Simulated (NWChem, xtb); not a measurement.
## A ladder of methods for CH5BO2S (SMILES CSB(O)O)

CH5BO2S: 10 atoms, total charge 0, spin state singlet. SMILES: `CSB(O)O`. The shape is that of a PBE0-D4/def2-TZVP optimisation. This is a higher conformer, about 11 kJ/mol above the lowest found by a separate search.

```xyz
10

C    -1.0186    0.2969    1.2103
S     0.3492   -0.8194    0.8249
B     0.8276   -0.3041   -0.8657
O     1.8516   -0.9428   -1.4915
O     0.2209    0.6944   -1.5595
H    -1.8533    0.1544    0.5223
H    -1.3605    0.0491    2.2143
H    -0.6935    1.3383    1.2095
H     2.2551   -1.6401   -0.9722
H    -0.4956    1.1220   -1.0894
```

Each level gives the dipole moment (D). The values are calculated.

```csv
level,kind,program,value (D)
GFN2-xTB,semi-empirical,xtb,2.41
GFN0-xTB,semi-empirical,xtb,1.93
GFN1-xTB,semi-empirical,xtb,3.09
HF/STO-3G,Hartree–Fock,NWChem,1.87
HF/3-21G,Hartree–Fock,NWChem,3.00
BLYP/6-31G,GGA,NWChem,2.87
B3LYP/6-31G* (spherical functions),global hybrid,NWChem,2.43
B3LYP/6-31G* (Cartesian functions),global hybrid,NWChem,2.44
PBE0/def2-SVP,global hybrid,NWChem,2.50
```

The values span 1.87 to 3.09 D. Magnitudes only. Sets without polarisation functions give poor dipoles.

The three hybrid-functional results with polarised basis sets lie close together, from 2.43 to 2.50 D, while the split-valence sets without d functions give 2.87 and 3.00 D and the minimal basis only 1.87 D. A minimal basis has too little radial freedom to describe charge separation in the polar B–O and O–H bonds. Split-valence functions allow that separation, but without d functions the lone-pair density on oxygen and sulfur cannot polarise properly, which probably leaves the dipole too large. BLYP differs from the hybrids in functional as well as basis, so its excess cannot be assigned to the basis alone. The tight-binding models scatter almost as widely as the whole table, so GFN2-xTB's closeness to the hybrids may be fortuitous.

The sizeable moment also reflects the conformation: both hydroxyl hydrogens point towards the sulfur side, so their O–H bond dipoles partly add along the B–S axis. Turning one hydroxyl round should change the moment appreciably, so these values do not represent a conformationally averaged sample.
